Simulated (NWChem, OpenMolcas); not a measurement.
Exact exchange and the HOMO–LUMO gap of Si2H6 (disilane)

The species is Si2H6 (8 atoms), meant as a singlet with charge 0. As SMILES, `[SiH3][SiH3]`. The coordinates come from a PBE0-D4/def2-TZVP relaxation.

The HOMO–LUMO gap y, in eV, basis aug-cc-pVDZ; a is the functional's share of exact exchange. Programs: NWChem 7.3.0, OpenMolcas 26.06.

```
functional     program     a  y (eV)
      TPSS      NWChem     0    6.99
    revPBE      NWChem     0    6.63
     B3LYP  OpenMolcas   0.2       ?
      PBE0      NWChem  0.25    8.29
     BHLYP  OpenMolcas   0.5    9.63
```

Fit y = c + s·a to the known rows and predict B3LYP.


1. Means of the 4 rows: a = 0.1875, y = 7.885.
2. Σ(Δa)² = 0.17188, Σ(Δa·Δy) = 0.97375, so the slope is 0.97375/0.17188 = 5.6653.
3. Intercept: 7.885 − (5.6653) × 0.1875 = 6.823. The largest residual of the fit is 0.19.
4. B3LYP: 6.823 + (5.6653) × 0.2 = 7.96 eV.

The run gave 7.86 eV, so the prediction is off by +0.10 eV, within the largest residual. Exact exchange lowers occupied levels and raises empty ones. The rows mix families of semi-local functionals, which the line can't see.

The gap of disilane widens at every step up in exact exchange, from 6.63 and 6.99 eV for the two semi-local functionals to 9.63 eV for BHLYP, and the B3LYP result of 7.86 eV falls in order. The HOMO is essentially the Si–Si σ bond, a compact orbital that non-local exchange stabilises strongly. The empty level is probably diffuse, with σ* or Rydberg character, and overlaps little with the occupied density, so most of the widening should come from the HOMO moving down. Orbital energies for the separate levels would be needed to confirm this.

The two functionals without exact exchange already differ by more than the error of the B3LYP prediction, so the good agreement supports interpolation but is no sharp test of linearity. The slope measures how orbital energies respond to the functional, not a change in the molecule's optical absorption, where the attraction between electron and hole also enters.
